Question

Cross-section tables for plasma modelling say that at high energy electron-impact excitation falls as ln(E)/E for optically allowed lines, as 1/E for forbidden ones, and as 1/E³ if the spin has to change. Where do these three laws come from, what fixes the constant inside the logarithm, and from what energy on can I trust them? I care about the sodium D lines (3s → 3p).

Answer

The three laws come from one integral over momentum transfer q. The logarithm appears when that integral diverges at small q, the plain 1/E when it converges, and the 1/E³ when the Coulomb factor 1/q² is replaced by 1/k² because the fast electron must be captured and a bound one ejected.

0. Premises and conventions

(P1) Non-relativistic electrons, a fixed nucleus, Coulomb forces only, so the total spin of projectile plus atom is conserved and the atom is in LS coupling.
(P2) First order in the projectile–atom interaction, with plane waves for the free electron.
(P3) Orthonormal atomic eigenstates |0⟩ and |n⟩, separated by ΔE. For exchange and for the numbers: one valence electron outside a frozen closed core.

I use Hartree atomic units (lengths in a₀, wave numbers in 1/a₀) and quote energies against Ry, half a hartree. Incident and outgoing wave vectors are k and k′, and q = k − k′. Then k² = E/Ry, w = ΔE/Ry and k′² = k² − w. Amplitudes are normalised so that dσ/dΩ = (k′/k)|A|². Cross sections are summed over final and averaged over initial magnetic sublevels.

1. Direct amplitude

The interaction is V = −Z/r + Σⱼ 1/|r − rⱼ|, and the first Born amplitude is

A_d = −(1/2π) ∫ d³r e^(iq·r) ⟨n|V|0⟩.

The nuclear term is proportional to ⟨n|0⟩ = 0. In each electronic term do the r integral first. With a screening factor e^(−μ|r − rⱼ|) it equals 4π e^(iq·rⱼ)/(q² + μ²), and μ → 0 is harmless because q > 0 in any inelastic collision. So

A_d = −(2/q²) ε(q),  ε(q) = ⟨n| Σⱼ e^(iq·rⱼ) |0⟩.   (1)

The operator in ε is symmetric in the electrons and does not act on spin, so A_d vanishes unless the atom keeps its S and M_S.

2. From angle to momentum transfer

From q² = k² + k′² − 2kk′ cos θ follows q dq = kk′ sin θ dθ. After the sublevel sum |ε|² depends only on the length of q, so the azimuth gives 2π and

σ = (2π/k²) ∫ |A|² q dq,  q_min = k − k′, q_max = k + k′.   (2)

Since q_min q_max = w, the lower limit is w/(k + k′), and expanding k′,

q_min² = (w²/4k²) [1 + w/(2k²) + …].   (3)

The leading term is q_min = ΔE/ħv in ordinary units. Inserting (1) in (2),

σ_d = (8π/k²) ∫ |ε|² dq/q³.   (4)

Define the generalised oscillator strength f(q) = w |ε|²/q². With dq/q = ½ d(ln q²),

σ_d = 4πa₀² (Ry/E)(Ry/ΔE) ∫ f(q) d(ln q²).   (5)

The atom enters only through f(q), and the collision energy only through the prefactor and the limits.

3. The two ends of f(q)

Small q. Take z along q and expand: e^(iqz) = 1 + iqz − q²z²/2 + … The 1 drops out by orthogonality. Hence |ε|² → q² M², with M² = |⟨n|Σⱼ zⱼ|0⟩|², and f(q) → w M² = f, the optical absorption oscillator strength.

For one electron going from an s orbital to angular momentum l, use e^(iqz) = Σ_L i^L (2L+1) j_L(qr) P_L(cos ϑ). Only L = l and m = 0 about q survive, and with u(r) = r × radial function,

|ε|² = (2l+1) [∫ u_l u_s j_l(qr) dr]².   (6)

For l = 1, j₁(y) → y/3, so M² = D²/3 with D = ∫ u_p r u_s dr. For l = 2, j₂(y) → y²/15, so ε ∝ q². For l = 0, j₀ = 1 − y²/6 + …, the 1 is removed by orthogonality, and again ε ∝ q².

Large q. ε is the Fourier transform of a product of bound orbitals, whose sharpest feature is the cusp at the nucleus, so it falls as q⁻⁴ or faster. Once q_max exceeds the atomic momenta it can be replaced by infinity.

4. Allowed transitions: the Bethe law

Write f(q) = f G(q), with G(0) = 1 and G(∞) = 0. The integral in (5) diverges logarithmically as q_min → 0. Integrate by parts:

∫ G d(ln q²) from q_min to ∞ = −G(q_min) ln q_min² − ∫ ln(q²) G′(q) dq from q_min to ∞.

G is smooth in q², so G′ vanishes linearly at q = 0 and the last integral converges there. Define a purely atomic momentum q₀ by

ln q₀² = −∫₀^∞ ln(q²) G′(q) dq.   (7)

The integral in (5) then tends to f ln(q₀²/q_min²), and the leading term of (3) gives q₀²/q_min² = 4q₀²k²/w² = (4q₀²/w)(E/ΔE). This is Bethe's result (1930):

σ = 4πa₀² (Ry/E)(Ry/ΔE) f ln(cE/ΔE),  c = 4(q₀a₀)² Ry/ΔE.   (8)

So the coefficient of the logarithm is optical and needs only f/ΔE, while c needs the shape of f(q). A plot of σE against ln E (a Fano plot) becomes a straight line whose slope gives f and whose intercept gives c. Physically the transition dipole acts at long range, and every decade of impact parameter contributes equally, from the atomic size 1/q₀ out to the adiabatic radius 1/q_min = ħv/ΔE, beyond which the passage is too slow to excite.

The first correction within Born theory is easy to keep. With G = 1 − g₁q² + …, the integral is ln(q₀²/q_min²) + g₁q_min², and (3) turns this into

ln(cE/ΔE) + [g₁w²/4 − w/2] (Ry/E).   (9)

5. Spin-allowed, dipole-forbidden transitions: 1/E

For 3s → 4s or 3s → 3d in Na, step 3 gave |ε|² = a q⁴ + … The integrand of (4) now goes as a q at small q, both limits can be released, and

σ = 8πa₀² (Ry/E) ∫₀^∞ |ε|² dq/q³.   (10)

The integral is an atomic constant, so σ ∝ 1/E. The piece wrongly included below q_min is a q_min²/2, a relative correction of order 1/E. In a Fano plot these transitions level off.

6. Exchange: the Ochkur amplitude

With forces that do not touch spin, the atom's spin can change only if the projectile stays in the atom and an atomic electron leaves. For one valence electron with orbitals φ₀ and φₙ, let electron 2 arrive and electron 1 depart. The first-order (Born–Oppenheimer) exchange amplitude with the initial-channel interaction 1/r₁₂ + U(r₂), where U is the potential of the ion core, has two terms.

The U term factorises into ⟨k′|φ₀⟩⟨φₙ|U|k⟩. The first factor is the momentum-space orbital at k′, of order k⁻⁴. The second is at most of order k⁻², since U is no more singular than 1/r. The product, k⁻⁶, is negligible against what follows. The other term is

A_x = −(1/2π) ∫∫ e^(−ik′·r₁) φₙ*(r₂) (1/r₁₂) φ₀(r₁) e^(ik·r₂) d³r₁ d³r₂.

Put 1/r₁₂ = (2π)⁻³ ∫ d³p (4π/p²) e^(ip·(r₁−r₂)) and define φ̃(s) = ∫ e^(−is·r) φ(r) d³r. The r₁ integral gives φ̃₀(k′ − p), the r₂ integral gives φ̃ₙ*(k − p). With s = k − p,

A_x = −2 (2π)⁻³ ∫ d³s φ̃ₙ*(s) φ̃₀(s − q) / |k − s|².   (11)

Here s is the momentum the captured electron has in its bound orbital. The momentum passed through the Coulomb interaction is k − s and not q, because the projectile has to lose almost all of its momentum. The orbitals confine s and s − q to atomic momenta κ ≪ k, so expand:

1/|k − s|² = k⁻² [1 + 2k·s/k² + (4(k·s)²/k² − s²)/k² + …].   (12)

The region s ≈ k, where this fails, is an integrable singularity weighted by two orbital tails, again of order k⁻⁶ or smaller. For the leading term note that φ̃₀(s − q) is the transform of e^(iq·r)φ₀, so Parseval's theorem gives (2π)⁻³ ∫ φ̃ₙ* φ̃₀(s − q) d³s = ε(q). This is Ochkur's amplitude (1963):

A_x = −(2/k²) ε(q) = (q²/k²) A_d.   (13)

In (13) ε is the matrix element between spatial orbitals, with spin left out. For a spin-changing transition the true direct amplitude is zero, and A_d in (13) means the amplitude (1) built from that spatial ε.

Put (13) into (2):

σ_x = (8π/k⁶) ∫ |ε|² q dq → 8πa₀² (Ry/E)³ ∫₀^∞ |ε|² q dq.   (14)

The integral converges at both ends, so σ_x ∝ E⁻³ with no logarithm, whatever multipole the orbital change has. One can count the powers: |A_x|² supplies k⁻⁴, and the cone q ≲ κ has solid angle of order κ²/k².

Size of the dropped terms. The term 2k·s/k² in (12) is of relative order 2κ/k in the amplitude, but for s → p it does not reach σ_x in first order. From k′ = k − q one has k·q = (w + q²)/2, so for q of order κ the vector q is perpendicular to k up to order κ/k. The leading term populates only the p orbital along q, which is then even under reflection along k, while k·s is odd, so the cross term vanishes at that order. What remains is of relative order (2κ/k)², about 4B/E when κ² is estimated as B/Ry with B the binding energy.

7. Spin bookkeeping

One valence electron (Na). Antisymmetry makes the amplitude in the two-spin space A_d − A_x P, where P exchanges the spins: P = −1 for the singlet, giving A_d + A_x, and P = +1 for the triplet, giving A_d − A_x. With weights ¼ and ¾, and A_x/A_d real by (13),

|A|² averaged = |A_d|² − Re(A_d A_x*) + |A_x|² = |A_d|² (1 − q²/k² + q⁴/k⁴).   (15)

Na 3s ²S → 3p ²P is doublet to doublet, so the multiplicity does not change and the resonance line follows (8). Exchange shows up in two ways. The middle term of (15) lowers σ by

σ_int = −(8π/k⁴) ∫₀^∞ |ε|² dq/q ∝ E⁻².   (16)

And the valence spin can be reversed: projectile ↑ on atom ↓ gives projectile ↓ and atom ↑ with amplitude −A_x. An unpolarised projectile is antiparallel half of the time, so excitation with spin flip has σ_flip = σ_x/2 ∝ E⁻³. That is the spin-change law in sodium.

Two valence electrons (Mg 3s² ¹S → 3s3p ³P, with common frozen orbitals). Take the projectile ↑. Exchange with the ↓ electron leaves the atom ↑↑, probability weight |A_x|². With the projectile leaving ↑, promoting the ↑ electron has amplitude A_d − A_x and promoting the ↓ one has A_d. The triplet with M_S = 0 takes their difference over √2, which is −A_x/√2, weight |A_x|²/2. The direct parts cancel, and σ(singlet → triplet) = (3/2) σ_x ∝ E⁻³.

Fine structure. For unpolarised partners the projector on a level j of ²P, averaged over spin, is (2j+1)/6 times the unit operator on the three p orbitals. With the small splitting neglected, the D₁ and D₂ upper levels therefore get one third and two thirds of the total.

8. A model for Na 3s → 3p

Inputs, all approximate or assumed: ΔE ≈ 2.104 eV, B ≈ 5.14 eV, and nodeless Slater-type orbitals u = N r³ e^(−ζr), N² = (2ζ)⁷/6!, with ζ_s = 0.85 and ζ_p = 0.60. Their mean radii 7/(2ζ) are 4.12 and 5.83 a₀. The exponents were chosen so that f comes out close to the typical value of about 0.96, so f is an input in disguise and tests nothing. The missing inner nodes mean that the model describes the outer part of the orbitals only. Extra figures below serve the arithmetic.

With γ = ζ_s + ζ_p = 1.45 and w = 0.15464,

D = N_s N_p 7!/γ⁸ = 896 (ζ_sζ_p)^(7/2)/γ⁸ = 4.344, M² = D²/3 = 6.29, f = wM² = 0.97.

The radial integral in (6) follows from ∫ r³ e^(−γr) j₁(qr) dr = 8γq/(γ² + q²)³ by applying −∂/∂γ three times:

∫ r⁶ e^(−γr) j₁(qr) dr = 48q (35γ⁴ − 42γ²q² + 3q⁴)/(γ² + q²)⁶.

Dividing by its small-q form 1680 q/γ⁸ and squaring, with x = q²/γ²,

G = (1 − 6x/5 + 3x²/35)²/(1 + x)¹²
 = [1 − 12x/5 + 282x²/175 − 36x³/175 + 9x⁴/1225]/(1 + x)¹².

The constant c. Since ∫ dx/[x(1+x)] from x₁ to ∞ tends to −ln x₁, we have ln(q₀²/γ²) = C with C = ∫₀^∞ [G − 1/(1+x)] dx/x. The term (1+x)⁻¹² − (1+x)⁻¹ gives minus the harmonic number H₁₁ = 1 + 1/2 + … + 1/11 = 3.0199. The rest are beta integrals ∫ x^(m−1)(1+x)⁻¹² dx = (m−1)!(11−m)!/11!, equal to 1/11, 1/110, 1/495, 1/1320, 1/2310, 1/2772 for m = 1 to 6. So

C = −H₁₁ − (12/5)/11 + (282/175)/110 − (36/175)/495 + (9/1225)/1320 = −3.2238,

q₀² = γ² e^C = 0.08369, q₀ = 0.289, c = 4q₀²/w = 2.16.

With 4M² = 25.16, equation (8) becomes

σ ≈ 342 πa₀² (eV/E) ln(1.03 E/eV),  πa₀² = 8.797 × 10⁻¹⁷ cm².

The slope of G is g₁ = (72/5)/γ², and the bracket in (9) is −0.0364, which adds −0.92 (Ry/E)² πa₀² to σ.

Exchange. With |ε|² = q²M²G, equations (16) and (14) need I₁ = ∫G dx = 0.07219 and I₂ = ∫xG dx = 0.005377, from the same beta integrals shifted by one and two places in m. Then

σ_int = −4M²γ² I₁ (Ry/E)² πa₀² = −3.82 (Ry/E)² πa₀²,
σ_x = 4M²γ⁴ I₂ (Ry/E)³ πa₀² = 0.598 (Ry/E)³ πa₀², σ_flip = 0.299 (Ry/E)³ πa₀².

Worked point, E = 100 eV, the kind of energy a secondary electron gains in crossing a cathode or rf sheath. Here k² = 7.350, k = 2.711, k′ = 2.682, q_min = 0.0287 and q_max = 5.39. The contributing impact parameters run from 1/q₀ = 3.5 a₀ to 1/q_min = 35 a₀. The prefactor 4M²/k² is 3.423. The integral ∫G dx/x between the exact limits is 4.629, against ln(cE/ΔE) = 4.634.

The model's cross sections in πa₀² (Born: equation (5) with exact limits; the other three columns are the asymptotic laws):

E (eV) | Born | Bethe (8) | σ_int | σ_flip
10 | 78.0 | 79.8 | −7.1 | 0.75
100 | 15.8 | 15.9 | −0.071 | 7.5 × 10⁻⁴
1000 | 2.37 | 2.37 | −7.1 × 10⁻⁴ | 7.5 × 10⁻⁷

At 100 eV the D₁ and D₂ shares of the Born value are 5.3 and 10.6 πa₀², and the spin flips in a fraction 5 × 10⁻⁵ of the excitations.

Sensitivity to the assumed shape: at fixed M², c scales as γ² and σ_flip as γ⁴. Raising γ by a tenth adds 0.19 to the logarithm, 4 per cent of σ at 100 eV, but raises σ_flip by 46 per cent. The Bethe number is anchored by f, while the coefficient of the E⁻³ law is good only to tens of per cent. The exponent itself does not depend on the model.

9. Range of validity

(a) Bethe against Born. The step from (5) to (8) costs little, as the table shows even at 10 eV. For this line the weak link is premise P2.

(b) Born against reality. The expansion parameter is the Coulomb coupling e²/(4πε₀ħv) = 1/(ka₀), which is 1.17, 0.37 and 0.12 at 10, 100 and 1000 eV. First order ignores the acceleration of the projectile in the atomic field, polarisation, and repeated 3s ↔ 3p coupling, which is strong because M² is large. A rough measure of the first effect is B/E, or 5 per cent at 100 eV. This is an estimate and no bound, but it exceeds both E⁻² terms computed above, so adding σ_int or (9) to (8) does not by itself improve the prediction. A working condition is E of at least ten to twenty times B. The 10 eV row lies outside it: as typical knowledge, the resonance-line cross section has a broad maximum of roughly 35 to 40 πa₀² near 10 eV, so the model's Born value is too high there by about a factor of two. For bulk electrons of a few eV, which sample the threshold region, none of these laws should be used in a rate coefficient. They belong to sheath-accelerated secondaries, beams and the far tail.

(c) Ochkur. The dropped terms scale as 4B/E, which is 0.21 at 100 eV and 2.1 at 10 eV, where the tabulated exchange entries indicate order of magnitude at most. The power counting in step 6 assumes k above the momenta present in the orbitals, and the inner lobes of real 3s and 3p orbitals carry a small weight at core momenta, which delays the pure law. Equation (13) describes the forward cone that carries the integrated cross section, and it is not reliable at large angles, where scattering from the nucleus enters in higher order.

(d) Spin–orbit mixing. An intercombination transition borrows a small oscillator strength from the allowed one, and hence a term of the form (8). Since ln(E)/E outlives E⁻³, this term wins above some energy, and the heavier the atom the sooner.

(e) Upper end. Relativistic changes scale as E/mc², which is 0.002 at 1000 eV. They alter the prefactor and the logarithm from tens of keV upwards.

(f) Emission versus excitation. D-line light also contains cascades from 4s, 3d and higher levels. Those fed by forbidden excitation add a 1/E term by (10), which shifts the apparent c and leaves the slope of the Fano plot alone, while cascades that start from higher p levels add slightly to the slope.

At 100 eV, where the conditions are met to within the margins just listed, the model's cross section for 3s → 3p is about 16 πa₀², or 1.4 × 10⁻¹⁵ cm², and its spin-flip part is of order 10⁻³ πa₀².